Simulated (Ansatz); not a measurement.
# Ti: pressure against volume scale

Periodic Kohn-Sham DFT of a crystal at fixed atoms, scaled to volume_scale times the given cell; pressure positive in compression, energy less spherical unpolarised free atoms, largest_vzz the field gradient of largest size among the nuclei. The results are calculated, by Ansatz 0.2.0.

The cell before it is scaled or strained (space group Im-3m, No. 229):
```
CELL_PARAMETERS angstrom
-1.64100 1.64100 1.64100
1.64100 -1.64100 1.64100
1.64100 1.64100 -1.64100
ATOMIC_POSITIONS crystal
Ti 0.00000 0.00000 0.00000
```

Settings of every row: method frozen-core PAW; functional PBEsol; relativity scalar; k mesh 14x14x14; filling fermi-dirac; smearing width 0.05 eV; wave cutoff 420 eV; paw set soft_2.

Atom start moment: 0 on all atoms.

Limits: PAW files made with PBE.

| row | volume scale | V (Å³/atom) | pressure (GPa) |
| --- | --- | --- | --- |
| 1 | 0.94 | 16.616 | -0.489 |
| 2 | 0.95 | 16.792 | -1.633 |
| 3 | 0.96 | 16.969 | -2.728 |
| 4 | 0.98 | 17.323 | -4.777 |
| 5 | 0.99 | 17.499 | -5.735 |
| 6 | 1 | 17.676 | -6.652 |
| 7 | 1.01 | 17.853 | -7.528 |
| 8 | 1.02 | 18.03 | ? |
| 9 | 1.04 | 18.383 | -9.929 |
| 10 | 1.05 | 18.56 | -10.658 |
| 11 | 1.06 | 18.737 | -11.353 |

Question: what pressure should row 8 give?

Worked fit of pressure. Take u = (V_r/V)^(2/3) − 1 with V_r = 17.587 Å³ an atom, which is twice the finite (Eulerian) strain; such expansions in the strain, on which the Birch-Murnaghan equation of state is built, carry the rest volume and the bulk modulus. The shown rows have u = 0.03859, 0.03132, 0.02413, 0.01013, 0.00335, -0.00336, -0.00996, -0.02908, -0.03526, -0.04135. Least squares give pressure = −6.1952 + 136.714 × u + 288.47 × u² GPa; a straight line predicts inner rows, each left out in turn, worse (root mean square 0.17 against 0.0024 GPa). The rows lie off it by 0.001, -0.003, 0.000, 0.004, -0.001, -0.001, 0.000, -0.002, -0.001, 0.002. The withheld row has u = -0.01645, so the fit gives −6.1952 + 136.714 × (-0.01645) + 288.47 × (-0.01645)² = -8.366 GPa.

The calculation gave -8.365 GPa. The fit lies 0.001 GPa (0.0092 % of the column's range) below it, one unit of the last digit.
